How much energy does lead selenide store, and how hard does it push back, when its cell is held at 29.24 Å³ per atom? The rows on either side bracket both answers loosely. Narrowing them down takes some knowledge of how a Pb–Se bond resists being shortened.

Rocksalt PbSe at fixed volumes, computed with ABINIT 10.8.3 using the RPBE functional without spin–orbit coupling and JTH PAW PBE v2.0 datasets (4 valence electrons for Pb, 6 for Se). The plane-wave cutoff is 408 eV, the k mesh 8×8×8 and the Fermi–Dirac smearing 0.05 eV. Energies are counted from the minimum of the run's fitted curve.

```tsv
volume (Å³/atom)	energy (meV/atom)	pressure (GPa)
26.95	97.17	8.460
27.52	69.63	6.890
28.10	47.45	5.470
28.67	29.96	4.180
29.24	?	?
29.82	7.82	1.970
30.39	2.28	1.030
```

The energy is counted per atom from the minimum of the run's own fitted curve, and the pressure is what must be applied to hold the cell at that volume. In rocksalt, symmetry fixes every atom's place, so a change of volume can only stretch or shorten all nearest-neighbour bonds together. With two atoms in the primitive cell, the Pb–Se distance $d$ is simply the cube root of the volume per atom. The table is therefore a record of one bond length, running from 2.998 Å in the first row to 3.121 Å in the last.

### The compressed end: 26.95 to 28.10 Å³/atom

Here each small step outward releases a lot of energy and a lot of pressure. The bulk modulus, which is the pressure needed per relative loss of volume, follows from the differences between neighbouring pressures. Between the first two rows it is about 75 GPa, and between the last two about 49 GPa. The crystal thus loses a third of its stiffness while its bonds lengthen by only some 3 %.

The usual explanation lies in the different reach of two forces. The attraction between lead and selenium, partly ionic and partly covalent, changes gently with distance. The repulsion comes from filled shells that are pushed into each other: the Pauli principle forces their electrons into states of higher energy, and the overlap grows almost exponentially as the atoms approach. At the equilibrium distance the two forces balance. The attraction also grows as the atoms approach, so in this picture the repulsion alone resists further compression, and it steepens with every step inward. A slightly shorter bond is therefore a markedly stiffer one.

### The given cell: 28.67 Å³/atom

The middle of the table is a good place to ask how much the bonds themselves harden. Let $E(d)$ be the energy and $k$ its second derivative, an effective force constant that credits all forces between the atoms to the nearest-neighbour bonds. For a crystal whose only freedom is $d$, the bulk modulus $B$ changes with pressure $P$ at the energy minimum as

$$\frac{dB}{dP}=1-\frac{d}{3k}\,\frac{dk}{dd}.$$

The 1 is geometry: even springs of constant $k$ make a crystal that stiffens a little when squeezed. The second term is the hardening of the springs.

The pressures at the two ends of the table give a modulus that rises by 4.1 GPa for each GPa of pressure. This is an average over compressed rows, and the slope usually falls under pressure, so the pressures point to a somewhat larger value at the minimum. The run's own fit to the energies gives 4.03 there. The two need not agree exactly, since the minimum is extrapolated and the printed pressures carry a small error of their own, described below. Either way, geometry accounts for 1, and the remaining 3 or a little more means that $k$ grows by roughly 9 or 10 % when the bond shortens by 1 %. Most of the stiffening is thus a hardening of the effective spring, not an effect of geometry.

The pressure of 4.18 GPa in this row is no stress in real PbSe. It shows that the calculation prefers a larger cell, as RPBE, which binds solids too weakly, usually does. Spin–orbit coupling is left out, the filled 5d shell of lead is frozen into the core, and the PAW datasets were made for PBE; what these choices do to the volume is not tested here.

### The expanded side: 29.82 and 30.39 Å³/atom

The curve flattens here, and a formula with the wrong idea of the bond gives itself away. Take first a harmonic spring, a parabola in $d$, fitted to the six known energies. Its $k$ is the same everywhere, so the fit settles on a compromise that is too soft for the compressed rows and too stiff for these. An over-stiff curve sags too far between its points, and at 29.82 Å³/atom the spring already lies 0.3 meV/atom too low.

A parabola in $1/d^2$ has just as many constants, yet it behaves very differently. As $d$ shrinks, $1/d^2$ changes ever faster, so the same parabola acts as a spring that hardens under compression. Its built-in value of $dB/dP$ at the minimum is 4, not far from what the pressures suggest. This is the second-order Birch–Murnaghan equation, and it follows the six known energies to within 0.03 meV/atom. The agreement supports a hardening of about this size; that overlap repulsion causes it remains an argument from general chemistry.

### The row at 29.24 Å³/atom

The energy can also be estimated by hand from the two neighbouring rows. Pressure is the downward slope of energy with volume, so the difference between two pressures measures how strongly the energy curve bends. For a gentle bend, the curve at the midpoint lies below the straight line between its neighbours by one eighth of their separation $h$ times their pressure difference:

$$E_\text{mid}\approx\frac{E_1+E_2}{2}-\frac{h}{8}\,(P_1-P_2).$$

The neighbours lie 2 % of the given cell to either side, so $h=0.04\times28.67=1.147$ Å³. Since 1 GPa Å³ is 6.24 meV,

$$E_\text{mid}\approx\frac{29.96+7.82}{2}-\frac{1.147}{8}\times(4.18-1.97)\times6.24=18.89-1.98=16.91\ \text{meV/atom}.$$

The straight line alone would be 2 meV too high by this estimate, and that difference is the stiffness of the crystal made visible. The Birch–Murnaghan fit to the six known energies arrives at the same 16.91.

The pressure needs more care. In the known rows the printed pressures lie 0.01 to 0.06 GPa below the slope of the fitted energy curve. Such an offset arises because the pressure is evaluated with a fixed set of plane waves, whereas the energy runs choose a new set at each volume. The forecast therefore comes from a third-order Birch–Murnaghan form fitted to the six known pressures themselves, which carries the offset along.

The forecasts are:

- **Energy:** 16.9 meV/atom, range 16.8 to 17.0.
- **Pressure:** 3.02 GPa, range 3.00 to 3.04.
- **Harmonic spring:** too low in energy by a few tenths of a meV.

The ranges are judgements that allow for rounding and for a little scatter from the finite basis.

The withheld rows as computed:

```tsv
volume (Å³/atom)	energy (meV/atom)	pressure (GPa)
29.24	16.87	3.010
```

All three forecasts hold. The energy of 16.87 meV/atom lies 0.04 below both the fit and the hand estimate, which is 0.2 % of its value. A miss of this size is also typical when any one of the known energies is left out and predicted from the others. A likely source, not tested here, is that the number of plane waves changes in small jumps as the cell grows.

The pressure of 3.01 GPa is 0.01 below the forecast, about one step of the rounding, since the pressures are given to whole hundredths of a GPa. The slope of the energy curve would have given 3.08 GPa, outside the stated range. To forecast the pressure that such a run prints, it is therefore best to interpolate the printed pressures. That does not make them the truer ones: the offset is an error of the fixed basis, which the slope of the energy curve largely avoids.

The harmonic spring gives 16.56 meV/atom, which is 0.31 too low. That is an error of 2 % in a row with known neighbours on both sides, where almost any smooth curve might seem good enough. It has the same sign and nearly the same size as the spring's error at 29.82 Å³/atom, as it should if both come from bonds that are too stiff on the expanded side. The printed output after this text lists the fits and their misses.

### Beyond the last row

The pressure is still 1.03 GPa at 30.39 Å³/atom, so the minimum lies outside the table. The energy fit places it at 31.09 Å³/atom, in agreement with the run's own fit. This is an extrapolation, short but with no row on the far side to hold it, and the zero of the energy column is extrapolated with it.

The hardening of the bonds matters for the modulus quoted at that minimum, 44.4 GPa. It belongs to a cell 8.45 % larger than the given one, with longer and therefore softer bonds. Carried back to the given cell with the run's own slope of 4.03, the same curve yields about $44.4+4.03\times4.18\approx61$ GPa. A modulus from a calculation that overestimates the volume should therefore be read together with that volume: much of an apparent softness may come from the bond length at which it was taken.

Numerical output:

```
fit of energy on 6 rows: constant 29.98 +/- 0.021, coefficient of q 1139 +/- 0.45, coefficient of q2 10826 +/- 20; rms 0.022, worst 28.1 -0.0274, leave-one-out rms 0.0456
  rows outside the fit (model, value, miss): 29.24 16.91, 16.87, 0.0358
fit of energy on 6 rows: constant 29.87 +/- 0.21, coefficient of s1 -2322 +/- 9, coefficient of s2 47264 +/- 811; rms 0.219, worst 29.82 -0.323, leave-one-out rms 0.628
  rows outside the fit (model, value, miss): 29.24 16.56, 16.87, -0.306
fit of pressure on 6 rows: coefficient of p0 4.183 +/- 0.0033, coefficient of p1 80.97 +/- 0.075, coefficient of p2 22.7 +/- 3.2; rms 0.00359, worst 29.82 0.00492, leave-one-out rms 0.00976
  rows outside the fit (model, value, miss): 29.24 3.023, 3.01, 0.0135
shortest Pb-Se distance in the table (angstrom): 2.998
longest Pb-Se distance in the table (angstrom): 3.121
bulk modulus between the two smallest volumes (GPa): 74.58
bulk modulus between the two largest volumes (GPa): 49.35
rise of modulus per rise of pressure between these ends: 4.085
mean energy of the two neighbours of the missing row (meV/atom): 18.89
lowering by curvature, from the neighbours' pressures (meV/atom): 1.977
energy of the missing row from its neighbours alone (meV/atom): 16.91
extrapolated equilibrium volume of the energy fit (angstrom^3/atom): 31.09
smallest excess of energy slope over pressure, known rows (GPa): 0.01137
largest excess of energy slope over pressure, known rows (GPa): 0.06426
pressure of the missing row from the energy slope (GPa): 3.083
```
